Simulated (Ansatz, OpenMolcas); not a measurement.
**C2H6FIn (SMILES C[CH](F)[InH2]): the vertical energy of the triplet above the singlet, rung by rung**

The species is C2H6FIn (10 atoms), meant as a singlet with charge 0. As SMILES, `C[CH](F)[InH2]`. The shape is that of a PBE0-D4/def2-TZVP optimisation.

Quantity: the vertical energy of the triplet above the singlet, in eV. The values are calculated.

```tsv
level	kind	program	value (eV)	less CCSD(T)/def2-SVP	CPU time (all runs)
SVWN5/def2-SVP (core potential)	LDA	OpenMolcas	3.43	-0.48	1.9 min
TPSS/def2-SVP (core potential)	meta-GGA	OpenMolcas	3.51	-0.40	4.3 min
r2SCAN/def2-SVP (core potential)	meta-GGA	OpenMolcas	3.44	-0.47	3.8 min
M06-2X/def2-SVP (core potential)	hybrid meta-GGA	OpenMolcas	3.88	-0.03	3.6 min
wB97M-V/def2-SVP (core potential)	range-separated hybrid	Ansatz	3.94	+0.03	5.1 min
B2PLYP/def2-SVP (core potential)	double hybrid	Ansatz	3.85	-0.06	52 s
PBE-QIDH/def2-SVP (core potential)	double hybrid	Ansatz	3.97	+0.06	47 s
RPA@PBE0/def2-SVP (core potential)	RPA	Ansatz	3.87	-0.04	58 s
MP2/def2-SVP (core potential)	perturbation theory	Ansatz	4.09	+0.18	16 s
CCSD(T)/def2-SVP (core potential)	coupled cluster or CI	Ansatz	3.91	0.00	5 min
```

CCSD(T)/def2-SVP (core potential) is the highest level here, not the true value. Spin-orbit coupling is left out. The values span 3.43 to 4.09 eV. In the correlated wave-function rows the outer d shell of In is correlated, in sets not made for it. Times are those of the runs behind each value, whatever else they computed, on shared processors of several kinds: orders of magnitude only.

At this geometry every method places the singlet well below the triplet, as expected for trivalent indium with its valence electrons paired in σ bonds. The lowest triplet probably promotes an electron from an In–C or In–H bonding orbital into the formally empty In 5p orbital. The gap is therefore largely the price of weakening a bond, with no low-lying π system to offer a cheaper route.

The three semilocal functionals fall 0.40 to 0.48 eV below the coupled-cluster value, and going from LDA to meta-GGA recovers little of this. The hybrids, double hybrids and RPA all lie within 0.06 eV of it, possibly because exact exchange better balances the compact bonding orbital against the more diffuse acceptor. MP2 errs the other way, by 0.18 eV. The small differences within the close group do not establish a ranking for organoindium compounds in general. Nor do the vertical values give the relaxed triplet energy, which could be considerably lower if an indium bond stretches or breaks.
